## How much infrared weight sits in the lowest modes?

In a polar oxide slow vibrations can dominate the static dielectric constant. A level contributes in proportion to its infrared intensity divided by the square of its frequency, because a weak restoring force lets a field push the charges far apart. For ordered ZrTiO₄ in an anatase-type cell, eight levels are known and the two lowest are to be predicted.

Zone-centre optical modes of ordered ZrTiO4 in an anatase-type cell (6 atoms, space group I-4m2, a = 3.884, c = 10.136 Å), from Ansatz 0.2.0 with density-functional perturbation theory, PBEsol, PAW datasets, a 420 eV cutoff and an 8×8×8 k mesh. The longitudinal term is left out, intensities are summed over each degenerate level, and a negative frequency is imaginary.

```
row  phonon frequency (cm⁻¹)  phonon degeneracy  phonon infrared intensity ((debye/Å)²/amu)
  1                        ?                  ?                                           ?
  2                        ?                  ?                                           ?
  3                    235.7                  2                                        45.9
  4                    310.9                  1                                          19
  5                    395.1                  1                                        40.8
  6                    402.1                  2                                          58
  7                    473.0                  1                                           0
  8                    494.1                  1                                        3.77
  9                    577.9                  1                                           0
 10                    655.0                  2                                        20.2
```

The kind of vibration follows from counting. Six atoms have 18 modes, of which three are rigid shifts of the crystal, so 15 are optical. The known levels account for 11 of them, which leaves two pairs. Symmetry makes such pairs motions in the plane across the c axis, while the single levels are either polar along c or, in rows 7 and 9, without infrared intensity.

Plain anatase suggests that the two lowest pairs should be weak in the infrared. Its inversion centre separates infrared-active from Raman-active modes, and its two lowest in-plane pairs belong to the Raman group. Replacing half of the titanium by zirconium in the order used here removes that centre. All in-plane pairs may then carry infrared intensity, but symmetry doesn't fix how much.

A sum rule does fix the total. An atom's Born charge Z is the dipole created per unit displacement, and it can far exceed the ionic charge because electrons shift along the bonds. The normal modes together describe every possible displacement, so their intensities along one direction add up to the sum of Z²/M over the atoms, where M is the mass. The stiffness of the bonds drops out: it decides how the total is shared among the modes.

Rough, recalled anatase charges are enough for an estimate. In the plane they are 6.7 for titanium, used here for zirconium too, and −5.5 or −1.2 for oxygen, depending on how its bonds point. With masses of 48, 91 and 16, one direction gives

6.7²/48 + 6.7²/91 + 2 × (5.5² + 1.2²)/16 ≈ 5.4 (electron charges)² per atomic mass unit.

A factor of about 23 converts this to the table's units, and two equivalent directions double it, to about 249. The known pairs hold 124. The same recipe along c, where every polar level is known, agrees with the table within one per cent, closer than such rough charges deserve.

The forecast for rows 1 and 2 together is therefore about 125 (debye/Å)²/amu, with a range of 75 to 175. The sum rule can't divide this amount, so an even split, about 62 each with a range of 0 to 125, is only a neutral guess.

For the frequencies, rough anatase values were matched to the levels by symmetry and order, and one common scale factor was fitted to the eight known rows. It comes out at 0.97 and turns anatase's 140 and 200 cm⁻¹ into forecasts of 136 for row 1 and 194 for row 2. Each carries ±60 cm⁻¹, about twice the typical misfit, and row 2 must stay below row 3. Soft modes rest on nearly cancelling forces, so a larger miss downwards, even an instability, can't be excluded.

The withheld rows as computed:

```
row  phonon frequency (cm⁻¹)  phonon degeneracy  phonon infrared intensity ((debye/Å)²/amu)
  1                   -144.6                  2                                        88.9
  2                    134.2                  2                                       0.001
```

The frequency forecast fails for row 1. The minus sign marks an imaginary frequency: the energy falls when the atoms move along this mode. The cell was relaxed within its symmetry, which removes the forces but can leave the structure on a saddle. Row 2, at 134 cm⁻¹, lies only just inside its range.

The intensities show what kind of mode is unstable. Row 1 holds practically all the weight of the two levels, and with 44 per mode it is the most strongly polar vibration in the table. Theory offers a reason: short-range repulsion pushes displaced ions back, while the electric field of the dipoles they create pulls them further out. Large Born charges strengthen that pull, and in titanates it can win.

Row 2 has almost no intensity, although symmetry allows it, and its frequency is close to that of anatase's lowest Raman mode. Perhaps a polar pair that lies higher in anatase has dropped below row 2 here, which would upset the matching by order. Only the atomic displacements of each mode could confirm this.

The summed intensity, 89, falls within its range, though the forecast was 40 % above it. The sum rule survives the instability because it never used the restoring forces. The even split was wrong, and its wide ranges covered both rows only because they excluded so little. The Born charges computed in the same run explain the excess. Half of the oxygen atoms have about −4.4 in their strong direction, not −5.5, which accounts for most of it. Zirconium adds a smaller part, with 5.3 in the plane instead of the 6.7 borrowed from titanium.

For anyone who wants to compute a dielectric constant, the practical consequence is plain. Put into the usual formula, row 1 would give a large negative contribution to the in-plane dielectric constant, which means that this cell is no resting state about which to calculate one. It must first be allowed to distort to a lower symmetry. The cell is also hypothetical: known zirconium titanate has another structure, so this instability is no statement about the real material. PBEsol ran here on datasets made for PBE, and no convergence test is given, so the exact size of the imaginary frequency is uncertain. The sums and fitted values are in the output below.

Printed output of the fit:

```
Optical modes left for the two withheld levels: 4
fit of phonon_frequency on 8 rows: coefficient of parent 0.9699 +/- 0.023; rms 29.5, worst 4 48, leave-one-out rms 34.3
  rows outside the fit (model, value, miss): 1 135.8, -144.6, 280; 2 194, 134.2, 59.8
Forecast frequency of row 1 in cm-1 (range plus or minus 60): 135.8
Forecast frequency of row 2 in cm-1 (range plus or minus 60 and below row 3): 194
Intensity along c from the sum rule in (debye/A)^2/amu: 63.45
Intensity along c in the table in (debye/A)^2/amu: 63.57
In-plane intensity from the sum rule (both directions) in (debye/A)^2/amu: 248.7
In-plane intensity of the known E rows in (debye/A)^2/amu: 124.1
Forecast intensity of rows 1 and 2 together in (debye/A)^2/amu: 124.6
Forecast intensity of each withheld row by even split in (debye/A)^2/amu: 62.29
Computed intensity of rows 1 and 2 together in (debye/A)^2/amu: 88.9
Forecast less computed intensity of rows 1 and 2 together in (debye/A)^2/amu: 35.67
Forecast less computed intensity of row 1 in (debye/A)^2/amu: -26.61
Forecast less computed intensity of row 2 in (debye/A)^2/amu: 62.28
Share of the in-plane intensity in rows 1 and 2 in percent: 41.74
Levels:
  row  frequency  degeneracy  intensity per mode  dielectric part
    1     -144.6           2               44.45           -59.33
    2      134.2           2              0.0005        0.0007748
    3      235.7           2               22.95            11.53
    4      310.9           1                  19            5.486
    5      395.1           1                40.8            7.294
    6      402.1           2                  29            5.006
    7        473           1                   0                0
    8      494.1           1                3.77            0.431
    9      577.9           1                   0                0
   10        655           2                10.1            0.657
Lattice dielectric part along c: 13.21
Lattice dielectric part in the plane from the known E rows: 17.19
Lattice dielectric part in the plane from rows 1 and 2: -59.33
```
